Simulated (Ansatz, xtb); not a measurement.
# C2H2BNa: which of two isomers lies lower

Structure a: `BC#[C][Na]`, a singlet. Structure b: `[Na][C]1=CB1`, a singlet. Both are isolated molecules in the gas phase, relaxed with PBE0-D3(BJ)/pcseg-1.

Energies in hartree; the thermal terms are from PBE0-D3(BJ)/pcseg-1 harmonic frequencies (ideal gas, rigid rotor, one conformer each, 200 K, 1 atm) and include the zero-point energy:

|  | a | b |
| --- | --- | --- |
| E, CCSD(T)/def2-TZVPP | −264.021921 | −264.009726 |
| zero-point energy | 0.028600 | 0.031201 |
| H(200 K) − E | 0.032555 | 0.034641 |
| G(200 K) − E | 0.011368 | 0.014115 |

Work out ΔE, ΔE₀, ΔH and ΔG for a → b in kcal/mol (1 Eh = 627.51 kcal/mol) and the equilibrium ratio [b]/[a].

1. ΔE = −264.009726 − (−264.021921) = +0.012195 Eh = +7.65 kcal/mol.
2. ΔE₀ = ΔE + ΔZPE = +0.012195 + (+0.002601) Eh = +9.28 kcal/mol.
3. ΔH = ΔE + (+0.002086) Eh = +8.96 kcal/mol.
4. ΔG = ΔE + (+0.002747) Eh = +9.38 kcal/mol, so ΔS = (ΔH − ΔG)/T = −8.7 J/(mol K).
5. kT = 0.6334 mEh, so K = [b]/[a] = exp(−ΔG/kT) = exp(−23.59) ≈ 5.7 × 10^−11.

Structure a is favoured at this temperature. An error of 1 kcal/mol in ΔG would change K by a factor of 12. PBE0-D3(BJ)/pcseg-1 found them nearly level. Mirror images and further conformers aren't counted.

As drawn, b has 1 C=C, 1 C–B, 1 C–H in place of 1 C≡C, 1 B–H. Structure a has no ring, b a 3-membered ring.

Other levels gave ΔE = +17.2 (GFN2-xTB); +7.5 (HF/STO-3G, GFN2-xTB geometries); +0.7 (r2SCAN-D4/def2-SVP, GFN2-xTB geometries); +0.2 (PBE0-D3(BJ)/pcseg-1); +10.4 (HF/def2-TZVPP); +6.1 (MP2/def2-TZVPP) kcal/mol. The correlated steps freeze 4 core orbitals; the last core shell of Na is correlated, in a basis made for valence electrons. Programs: Ansatz 0.2.0, xtb 6.7.1.

The open boryl acetylide lies below the sodiated borirene, and every listed level gives the same sign, though the gap ranges from almost nothing to substantial. The preference probably comes from the carbon that carries sodium. The C–Na bond is strongly ionic, and an acetylide carbon holds the negative charge in an orbital of high s character, better than the vinylic carbon of the ring can. Ring strain adds to the cost of b. Against this, the borirene gains a C–H bond for a B–H bond and has two π electrons delocalised over the empty boron p orbital, an aromatic stabilisation that likely keeps the gap modest.

Vibrations widen the gap, mainly through zero-point energy, as expected when a stiffer C–H bond replaces B–H. The small entropy loss fits a chain with soft bends closing into a rigid ring. With the same basis, correlation lowers b relative to a, and MP2 takes this further than CCSD(T). The equilibrium ratio doesn't show whether b, once formed, would persist, since that depends on the barrier to ring opening and hydrogen shift.
